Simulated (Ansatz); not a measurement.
## Ligand exchange: Zr(CH3)2(NH2)2 + C3H9N → Zr(CH3)(NH2)3 + C4H10

Gas-phase species: Zr(CH3)2(NH2)2, singlet; C3H9N `CC(C)N`, singlet; Zr(CH3)(NH2)3, singlet; C4H10 (isobutane) `CC(C)C`, singlet. The partners trade CH3 for NH2: Zr–CH3 and C–NH2 bonds give way to Zr–NH2 and C–CH3.

Shapes, held fixed at every level: PBE0-D4/def2-TZVP. Flexible molecules stand in one conformer, not always the lowest. Programs: Ansatz 0.2.0. The zero-point and thermal change to 298 K, harmonic and unscaled (PBE0-D4/def2-TZVP), is +2.7 kJ/mol.

| level | kind | ΔH(298 K) (kJ/mol) |
| --- | --- | --- |
| HF/def2-TZVPP | Hartree–Fock | -135.8 |
| r2SCAN-D4/def2-TZVPP | meta-GGA | -132.5 |
| B3LYP-D4/def2-TZVPP | global hybrid | -134.4 |
| BHLYP-D4/def2-TZVPP | global hybrid | -136.0 |
| r2SCAN0-D4/def2-TZVPP | global hybrid | -133.1 |
| MP2/def2-SVP | perturbation theory | -149.3 |
| CCSD/def2-SVP | coupled cluster or CI | -144.6 |
| MP2/def2-TZVPP | perturbation theory | -141.3 |

MP2/def2-TZVPP gives ΔH(298 K) = -141.3 kJ/mol; the levels span -149.3 to -132.5. The median of the levels is -135.9. No measured value is set beside it here. For atoms past krypton def2 sets carry core potentials with scalar relativity. Outer-core shells of Zr are correlated, in sets that cover them unevenly.

Exchanging methyl for amide is strongly exothermic at every level, from -149.3 to -132.5 kJ/mol, so the direction is not in doubt. The driving force lies mainly at the metal. Zr(IV) is a hard, electropositive d0 centre, and amide gives it a more polar σ bond than methyl does, probably strengthened by donation of the nitrogen lone pair into empty 4d orbitals. On the organic side, a C–N bond is merely replaced by a C–C bond of broadly similar strength.

Because the number and broad type of bonds are conserved, much of the correlation energy cancels, which fits Hartree–Fock falling among the density functionals. MP2 becomes less exothermic in the larger basis, and CCSD is less exothermic than MP2 in the small one. This suggests that the most negative values overstate the preference.

The exothermicity does not make this a likely reaction path: a primary amine normally protonates a Zr–CH3 bond, releasing methane and keeping its C–N bond intact.
